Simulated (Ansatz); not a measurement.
## Ligand exchange: NaI + GaH2(NH2) → NaNH2 + GaH2I

Species: NaI (Sodium Iodide), singlet; GaH2(NH2), singlet; NaNH2 `[NH2][Na]`, singlet; GaH2I `[GaH2][I]`, singlet. The partners trade I for NH2: Na–I and Ga–NH2 bonds give way to Na–NH2 and Ga–I.

Shapes, held fixed at every level: PBE0-D4/def2-TZVP. Programs: Ansatz 0.2.0. The zero-point and thermal change to 298 K, harmonic and unscaled (PBE0-D4/def2-TZVP), is -7.2 kJ/mol.

```csv
level,kind,ΔH(298 K) (kJ/mol),less CCSD(T)/def2-TZVPP,CPU time (sum over the molecules)
HF/def2-SVP,Hartree–Fock,+202.8,+39.6,–
HF/def2-TZVPP,Hartree–Fock,+189.8,+26.6,–
SPW92/def2-TZVPP,LDA,+159.1,-4.1,3.6 s
PBE-D4/def2-TZVPP,GGA,+148.8,-14.4,7.2 s
r2SCAN-D4/def2-TZVPP,meta-GGA,+163.7,+0.5,11 s
PBE0-D4/def2-TZVPP,global hybrid,+161.7,-1.5,6.6 s
r2SCAN0-D4/def2-TZVPP,global hybrid,+170.3,+7.1,11 s
CCSD(T)/def2-TZVPP,coupled cluster or CI,+163.2,0.0,41 s
```

The highest level, CCSD(T)/def2-TZVPP, gives ΔH(298 K) = +163.2 kJ/mol; the levels span +148.8 to +202.8. The column of differences is taken from that level and isn't an error. No measured value is set beside it here. For atoms past krypton def2 sets carry core potentials with scalar relativity. Relativity is left out for Ga unless named. Correlated rows may include outer-core shells of Ga, I, Na, which these sets cover unevenly. Times are processor times on shared x86 and Arm servers, and rough.

The exchange is strongly endothermic at every level, +163.2 kJ/mol with CCSD(T), so amide belongs on gallium and iodide on sodium. Amide is a far stronger base than iodide, and the small, highly charged Ga(III) centre rewards that basicity much more than Na⁺ does. The Ga–N bond is short and strongly polar covalent, probably with some donation from the nitrogen lone pair into the empty gallium p orbital. Ga–I offers poorer overlap and less electrostatic stabilisation. The largely ionic Na–NH2 bond cannot make up the loss, since NH2 holds an extra electron much less firmly than iodine does.

Hartree–Fock exaggerates the preference, and adding exact exchange to either PBE or r2SCAN also raises the enthalpy, which suggests that correlation favours the product pair, perhaps through the soft, polarisable Ga–I bond. The sign is secure for the isolated molecules, but it does not carry over directly to bulk reagents, where the lattice energies of the sodium salts and amide bridging between gallium centres also enter the balance.
